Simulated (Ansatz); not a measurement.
## MgZn2: pressure and energy above lowest point against volume scale

Free energy against uniform scaling of the volume at fixed shape and fractions; periodic cell, basis, potentials, k mesh and filling as listed. The results are calculated, by Ansatz 0.2.0.

The cell before it is scaled or strained (space group P-6m2, No. 187):
```
CELL_PARAMETERS angstrom
2.94790 0.00000 0.00000
-1.47390 2.55290 0.00000
0.00000 0.00000 13.85100
ATOMIC_POSITIONS crystal
Mg 0.00000 0.00000 0.67119
Mg 0.00000 0.00000 0.32881
Zn 0.00000 0.00000 0.00000
Zn 0.66667 0.33333 0.84368
Zn 0.66667 0.33333 0.50000
Zn 0.66667 0.33333 0.15632
```

Settings of every row: functional r2SCAN; dispersion D3(BJ)+ATM; accuracy medium; potentials PAW; wave cutoff 600 eV; density cutoff 2400 eV; k mesh 9x9x2; k shift 0x0x0; occupations fermi dirac; smearing width 0.1 eV; spin none.

Limits: coarse k mesh, up to 40 meV an atom off; minimum outside the range; the cell comes from a prototype or a list of computed structures and needn't be the stable phase.

```csv
row,volume scale,V (Å³/atom),pressure (GPa),energy above lowest point (meV/atom)
1,0.94,16.331,-0.52,0
2,0.96,16.678,-1.8,2.5
3,0.98,17.026,-2.92,7.7
4,1,17.373,-3.92,15.1
5,1.02,17.721,-4.79,24.6
6,1.04,18.068,?,?
7,1.06,18.415,-6.24,48.7
```

Question: what pressure and energy above lowest point should row 6 give?

Worked fit of pressure. Take u = (V_r/V)^(2/3) − 1 with V_r = 17.2 Å³ an atom, which is twice the finite (Eulerian) strain; such expansions in the strain, on which the Birch-Murnaghan equation of state is built, carry the rest volume and the bulk modulus. The shown rows have u = 0.03517, 0.02076, 0.0068, -0.00665, -0.0197, -0.04448. Least squares give pressure = −3.436 + 74.03 × u + 248.4 × u² GPa; a straight line predicts inner rows, each left out in turn, worse (root mean square 0.15 against 0.0085 GPa). The rows lie off it by 0.01, -0.01, 0.00, 0.00, 0.01, 0.00. The withheld row has u = -0.03229, so the fit gives −3.436 + 74.03 × (-0.03229) + 248.4 × (-0.03229)² = -5.57 GPa.

The calculation gave -5.57 GPa. The fit meets it to the printed digit.

Worked fit of energy above lowest point. Take u = (V_r/V)^(2/3) − 1 with V_r = 17.2 Å³ an atom, which is twice the finite (Eulerian) strain; such expansions in the strain, on which the Birch-Murnaghan equation of state is built, carry the rest volume and the bulk modulus. The shown rows have u = 0.03517, 0.02076, 0.0068, -0.00665, -0.0197, -0.04448. Least squares give energy above lowest point = 11.14 − 550.6 × u + 6615 × u² meV/atom; a straight line predicts inner rows, each left out in turn, worse (root mean square 4.1 against 0.055 meV/atom). The rows lie off it by 0.0, -0.1, 0.0, 0.0, 0.0, 0.0. The withheld row has u = -0.03229, so the fit gives 11.14 − 550.6 × (-0.03229) + 6615 × (-0.03229)² = 35.8 meV/atom.

The calculation gave 35.8 meV/atom. The fit meets it to the printed digit.
